An electron added to a crystal repels the other electrons, and their response weakens its field after a short delay. A one-shot GW calculation needs this screening at every frequency. The plasmon-pole model shortens the work: it computes the screening at zero frequency and at one imaginary frequency, and draws a simple curve through the two. The sweep value in the table is that second frequency, in eV, for silicon.

G0W0 gaps of silicon from Yambo 5.3.0 with the plasmon-pole model, on Quantum ESPRESSO PBE states with PseudoDojo 0.4.1 SR PBE standard potentials. Each gap is the PBE gap on an 8×8×8 k mesh plus the GW correction from a 4×4×4 mesh, with 304 bands and a 4 Ry screening cutoff. The sweep value is the model's imaginary fitting frequency in eV.

| sweep value | gap (eV) |
| --- | --- |
| 5 | 1.03210 |
| 13.6057 | 1.02740 |
| 20 | 1.03000 |
| 27.2114 | 1.03050 |
| 40 | 1.03070 |
| 54.4228 | 1.03530 |

*Where is the gap smallest and largest, and does the difference matter?* The gap is smallest, 1.027 eV, with the fitting frequency at 13.6 eV, and largest, 1.035 eV, at 54.4 eV. The whole spread is 7.9 meV, less than one percent of the gap. That is small beside the other errors of this calculation, discussed below. It still shows that the fitting frequency enters the answer, and that the gap does not simply rise or fall with it.

*Why should the gap depend on this choice at all?* For each spatial component of the electrons' response, the model assumes a single energy $\Omega$, the pole. Its screening response at imaginary frequency $iu$, with frequencies expressed as energies, is

$$X(iu)=X(0)\,\frac{\Omega^2}{\Omega^2+u^2}.$$

If each component really had only one such energy, any second point would lie on the same curve and return the same $\Omega$, so the gap would be the same in every row. A real crystal absorbs energy over a range, and the single pole must then stand for an average.

*Which average does the fit take?* Suppose that the true response at $iu$ is, up to a common sign, a sum of terms $a_j/(\omega_j^2+u^2)$, with loss energies $\omega_j$ and positive strengths $a_j$, as holds for the diagonal components of the screening. Matching the model to it at zero and at the fitting frequency $E$ gives

$$\Omega^2=\frac{\sum_j w_j\,\omega_j^2}{\sum_j w_j},\qquad w_j=\frac{a_j}{\omega_j^2\,(\omega_j^2+E^2)}.$$

For very small $E$ the weights fall as $1/\omega_j^4$, and the low-energy losses dominate. For very large $E$ they fall only as $1/\omega_j^2$, and the high-energy losses count for more. Raising the fitting frequency therefore moves the pole of these components up, towards a finite limit. In off-diagonal components the strengths can have either sign. The pole may then move the other way, or the fit may give no real pole at all, and the code has to put in a substitute.

*What counts as small or large for silicon?* The natural yardstick is the plasmon energy, at which the valence electrons oscillate together. Silicon has four valence electrons per atom in 20.16 Å³, and treating them as free gives, with $a_0$ the Bohr radius and $E_\mathrm{h}$ the hartree energy,

$$\hbar\omega_p=E_\mathrm{h}\sqrt{4\pi\,\frac{4}{20.16\ \text{Å}^3}\,a_0^3}\approx 16.5\ \text{eV}.$$

The sweep thus runs from about 0.3 to 3.3 times the plasmon energy, which takes it from the low side of the main losses to the high side. The estimate places the rows on this scale; it does not predict a gap.

*What should a higher pole do to the gap?* Consider the extreme case in which the pole is moved to infinity while the screening at zero frequency stays fixed. The electrons then respond instantly, and the self-energy, which corrects the starting band energies, becomes static. It is well known that this static limit usually gives wider gaps than the full theory with its delay. A rising pole should therefore tend to open gaps, though the argument gives only a direction and need not hold equally for every pair of states.

*Do the results follow this argument?* The smallest direct gap, between states of equal crystal momentum, does. In the same calculations it grows at every step, from 3.051 to 3.093 eV, about five times the spread of the printed gap. The printed gap, which joins states of different momentum, breaks the rule at the first step: it falls by 4.7 meV while the direct gap rises by 18 meV. A change of the pole is therefore not a uniform shift of the empty bands against the filled ones, and a picture with one pole and one gap is too coarse for the dip. The off-diagonal components may contribute to it, but these results do not separate their share.

*Is the flat stretch from 20 to 40 eV a sign of convergence?* Over this stretch the printed gap changes by only 0.7 meV, which looks like a converged result. The direct gap, however, moves by 8 meV over the same stretch, so the screening model is still changing. The last row then lifts the printed gap by another 4.6 meV. For both gaps this last step is larger than either of the two before it, so the levelling off expected as the pole nears its upper limit is not seen in this sweep. Even a true plateau at high frequency would mean only that the pole had reached its upper average. The fitting frequency is not a cutoff that brings the calculation closer to the exact answer as it grows.

*Which digits can be trusted?* The printed gap combines a PBE gap from a denser mesh of crystal momenta with a GW correction from a coarser one. Taking both from the coarser mesh would raise every row by 98 meV, about twelve times the whole effect of the fitting frequency. Neither mesh contains the true conduction-band minimum, and the screening is not converged either. The gap is thus best quoted as roughly one electronvolt, with even the first decimal uncertain, while the differences of a few meV describe how this particular setup responds and could change with better screening. The output below lists the steps between rows for both gaps.

For practical work, the fitting frequency should be chosen once and kept the same in all calculations that are to be compared. Its influence should be tested on the very states of interest, because a steady fundamental gap does not guarantee a steady direct one. More care is due where the losses spread over a wider range, as in compounds with shallow d shells, since the low and high averages then lie further apart. Whether a chosen pole is good, and not merely stable, is best judged against a calculation that treats the full frequency dependence of the screening.

The analysis program printed:

```
Steps from row to row and distance from the 27.2 eV row, meV:
      row  gap_step  direct_gap_step  gap_minus_27eV_row
        5       n/a              n/a                 1.6
  13.6057      -4.7            18.23                -3.1
       20       2.6            7.055                -0.5
  27.2114       0.5            3.309                   0
       40       0.2            4.675                 0.2
  54.4228       4.6            8.288                 4.8
Direct gap in eV and fitting frequency over plasmon energy:
      row  direct_gap  frequency_ratio
        5       3.051           0.3023
  13.6057       3.069           0.8226
       20       3.076            1.209
  27.2114        3.08            1.645
       40       3.084            2.418
  54.4228       3.093             3.29
Free-electron plasmon energy of the valence electrons, eV: 16.54
Full spread of the printed gap, meV: 7.9
Full spread of the printed gap, percent of its mean: 0.7662
Full spread of the smallest direct gap, meV: 41.56
Spread of direct gap over spread of printed gap: 5.261
Printed gap, change from 13.6 to 27.2 eV, meV: 3.1
Printed gap, change from 20 to 40 eV, meV: 0.7
Printed gap, change from 27.2 to 54.4 eV, meV: 4.8
Direct gap, change from 20 to 40 eV, meV: 7.984
Rows within 1 meV of the 27.2 eV row, itself included: 3
Coarse-mesh gap minus printed gap, mean, meV: 98.15
Mesh shift over full spread of the printed gap: 12.42
```
